Site charges are often read as oxidation states, or used to tell one crystal site from another. The questions below test both uses on a rocksalt-like crystal of Sn, Ge and Se, in which Sn and Ge occupy separate layers and every atom has six neighbours.

Bader charges (positive where electrons are lost), Bader volumes without near-empty space, and Loewdin s, p and d populations of Sn2GeSe3 (P-3m1, 6-atom cell) at fixed atoms, computed with Ansatz 0.2.0. The calculation used scalar-relativistic, non-spin-polarized r2SCAN with PAW, a 500 eV plane-wave cutoff, a 12×12×4 k mesh and Gaussian smearing of 0.02 eV.

```
row  bader charge (e)  element  s electrons (e)  p electrons (e)  d electrons (e)  bader volume (Å³)
  1             0.925       Sn            1.888            1.689            9.999              23.88
  2             0.925       Sn            1.888            1.689            9.999              23.88
  3             0.713       Ge            1.912            1.863           10.000              19.42
  4            -0.822       Se            1.815            4.458           10.000              29.32
  5            -0.822       Se            1.815            4.458           10.000              29.32
  6            -0.919       Se            1.815            4.543           10.000              30.62
```

1. Which atoms lose electrons, and which gain them?

Sn and Ge lose electrons and Se gains them. A Bader charge counts the electrons in an atom's own region and compares that count with the neutral atom. The region ends where the density stops falling away from the atom and begins to rise towards the next one. Each Sn comes out at +0.92 e and Ge at +0.71 e, while the Se sites lie at −0.82 and −0.92 e.

2. Chemists would write Sn²⁺, Ge²⁺ and Se²⁻. Are those labels wrong?

No, because the labels and the charges answer different questions. An oxidation state hands both electrons of a bond to the more electronegative atom. A Bader charge measures where the density really lies, and in a partly covalent bond much of it stays near the cation. That is why the charges here reach less than half of the formal ±2.

The s electrons are the better guide to the oxidation state. Both cations keep nearly two of them, 1.89 on Sn and 1.91 on Ge, as expected for divalent ions with a retained s pair. In a Ge(IV) compound that pair is drawn into the bonds, and the s population is expected to fall well below these values, though not to zero; no such compound was computed here for comparison. The small shortfall from 2 is no sign of ionization, since the deep, filled s shell of Se reads even lower, at 1.81. Nor do the p populations of the cations mean neutral atoms, since they include a share of the electrons in the bonds to Se.

3. Why does Sn give more than Ge?

The outermost p electrons of Sn lie farther from the nucleus and are bound more weakly than those of Ge. When such an orbital mixes with a p orbital of Se, the filled bonding combination leans further towards Se. Size also acts directly on the partition. Even overlapping neutral atoms are expected to show Bader charges of these signs and this order, because the diffuse outer density of a cation reaches across the boundary into the region of Se, and that of the larger Sn more so, although its contacts are longer, 3.01 Å against 2.88 Å. The table shows the resulting order but cannot separate polar bonding from this overlap.

4. All Se atoms are the same element with six neighbours. Why do their charges differ?

Their neighbours differ. The Se atoms in rows 4 and 5 sit between a Ge layer and a Sn layer and touch three atoms of each. The Se in row 6 lies between two Sn layers and touches six Sn, so it is surrounded by the more generous donor.

A simple count gives the size of the effect. Let each cation divide its charge equally among its six bonds, and let each Se collect what its bonds bring:

charge in row 4 = −(3 × 0.925/6 + 3 × 0.713/6) = −0.82 e
charge in row 6 = −(6 × 0.925/6) = −0.925 e

The calculation gives −0.82 and −0.92 e. The cation charges were taken from the same table and the cell is neutral, so the average over the Se atoms had to come right. The real test is the difference between the two kinds of Se: the count gives 0.106 e and the table 0.097 e. In this picture Ge can give only to rows 4 and 5, so what is tested is whether Sn shares its charge equally between its two sides. It nearly does, which supports the explanation by neighbours, but this is a single test in a single crystal. Nor does it say why Sn gives more: any effect that adds up bond by bond, the mere overlap of atoms included, would be expected to pass it.

5. Would another way of counting electrons change the story?

The one alternative at hand changes the charges but not their order. Loewdin populations assign electrons to atomic orbitals and divide the overlap between neighbours. Some of the density inside the Bader region of Se is then expected to count for the cations: Sn drops to about +0.4 e and Ge to about +0.2 e. The Se in row 6 is still the more negative kind, now by 0.085 e. The extra charge sits in its p shell, the shell that forms the bonds, while the s populations of the two kinds agree. The populations miss 0.17 e in the cell, twice that difference, so they confirm its sign better than its size.

6. What would happen if Sn took the place of Ge?

By the same reasoning, every Se would then have six Sn neighbours, and the main cause of the difference would vanish. A smaller difference could remain if the contacts were unequal in length. Equal sharing also relies on regular surroundings. Symmetry holds Ge midway between its two Se layers, while Sn could sit closer to one side but hardly does. Compounds of divalent Ge and Sn often distort, with short and long bonds, and equal shares would then no longer be expected. Whether this crystal would distort was not tested.

7. Which digits can be trusted, and how should they be used?

Trust the order of the sites and a difference of about 0.1 e between the two kinds of Se, since both ways of counting show them. Both start from the same calculation, however, so their agreement does not test the functional. All the charges come from one mesh and one functional, and the atoms were held at positions from another level of theory, so even the second decimal of a charge may shift. Matching digits in rows 1 and 2, or in rows 4 and 5, follow from symmetry and prove no accuracy.

In practice, compare charges only when they were obtained by the same method, and list the neighbours of a site before explaining its charge. A more negative Se may simply have more Sn around it. The charges alone do not show that this crystal is stable or can be made.

Printed output of the fit:

```
Charges and s shells by site:
  row  Loewdin charge (e)  Bader charge in % of formal charge  s shell short of 2 (e)
    1               0.424                               46.25                   0.112
    2               0.424                               46.25                   0.112
    3               0.225                               35.65                   0.088
    4              -0.273                                41.1                   0.185
    5              -0.273                                41.1                   0.185
    6              -0.358                               45.95                   0.185
Sum of all Bader charges (e): 1.11e-16
Bader charge of Sn minus that of Ge (e): 0.212
Charge per Sn-Se bond (e): 0.1542
Charge per Ge-Se bond (e): 0.1188
Bond model, Se with 3 Sn and 3 Ge, rows 4 and 5 (e): -0.819
Bond model, Se with 6 Sn, row 6 (e): -0.925
Bond model less computed, rows 4 and 5 (e): 0.003
Bond model less computed, row 6 (e): -0.006
Extra negative charge of row 6 over row 4, bond model (e): 0.106
Extra negative charge of row 6 over row 4, computed Bader (e): 0.097
Equal charge on every Se, rival model (e): -0.8543
Rival model less computed, rows 4 and 5 (e): -0.03233
Rival model less computed, row 6 (e): 0.06467
Electrons missed by the Loewdin populations, whole cell (e): 0.169
Extra negative charge of row 6 over row 4, Loewdin (e): 0.085
Same difference from the bond model with Loewdin cation charges (e): 0.0995
Se share of the cell volume (%): 57.06
Volume of Se in row 6 over row 4 (ratio): 1.044
Cube of the ratio of mean contact lengths, row 6 over row 4: 1.068
```
